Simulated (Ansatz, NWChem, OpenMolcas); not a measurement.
**How methods differ on C2H4F2 (1,1-difluoroethane)**

C2H4F2 has 8 atoms, charge 0, and is taken as a singlet. As SMILES, `CC(F)F`. The coordinates come from a PBE0-D4/def2-TZVP relaxation.

| atom | x (Å) | y (Å) | z (Å) |
| --- | --- | --- | --- |
| C | 0.0033 | 0.7776 | 0.0233 |
| C | -0.0520 | -0.7182 | -0.0082 |
| F | 0.9255 | -1.2434 | 0.7791 |
| F | 0.1682 | -1.1721 | -1.2719 |
| H | 0.9814 | 1.1119 | -0.3254 |
| H | -0.1572 | 1.1328 | 1.0418 |
| H | -0.7710 | 1.1906 | -0.6240 |
| H | -1.0061 | -1.1364 | 0.3295 |

Quantity: the dipole moment, in D. The values are calculated.

**The experiment to reproduce.** NIST CCCBDB gives the dipole moment of the gas as 2.27 D.

```tsv
level	kind	program	value (D)	computed − measured	CPU time
SVWN5/6-311+G**	LDA	OpenMolcas	2.36	+0.09	38 s
revPBE/6-311+G**	GGA	OpenMolcas	2.25	-0.02	47 s
B3LYP/6-311+G**	global hybrid	OpenMolcas	2.42	+0.15	48 s
BHLYP/6-311+G**	global hybrid	OpenMolcas	2.54	+0.27	48 s
PBE0/6-311+G**	global hybrid	OpenMolcas	2.40	+0.13	53 s
CAM-B3LYP/6-311+G**	range-separated hybrid	NWChem	2.48	+0.21	2 min
wB97X/6-311+G**	range-separated hybrid	NWChem	2.45	+0.18	1.9 min
MP2/6-311+G**	perturbation theory	Ansatz	2.39	+0.12	10 s
```

Nearest: revPBE/6-311+G** (-0.02 D); farthest: BHLYP/6-311+G** (+0.27 D). The measured dipole is a vibrational average, so differences of a few hundredths of a debye mean little. Computed less measured by kind, in D (6-311+G** rows): LDA +0.09; GGA -0.02; global hybrid +0.13 to +0.27; range-separated hybrid +0.18 to +0.21; perturbation theory +0.12. CPU times are rough (shared hosts, several kinds of processor): they show what a rung costs within a factor of a few.

The sizeable dipole of 1,1-difluoroethane comes from two strongly polar C–F bonds on the same carbon. Their moments add in part rather than cancel, and the polarizable methyl group opposite them reinforces the sum. Every method captures this charge separation, and all but revPBE place the moment above the measured 2.27 D.

Among the global hybrids, BHLYP, with the largest share of exact exchange, gives the largest moment, probably because exact exchange favours a more ionic C–F bond. The ordering is not strict, since B3LYP lies marginally above PBE0 despite containing less exact exchange. Nor is exact exchange the only influence: SVWN5 and revPBE both lack it, yet differ by much more than B3LYP and PBE0 do. MP2 falls beside PBE0, so a wavefunction treatment does not by itself bring the result closer to experiment here.

With a single basis set, the close agreement of revPBE could reflect compensating functional and basis errors, and it does not establish that its electron density is the most accurate.
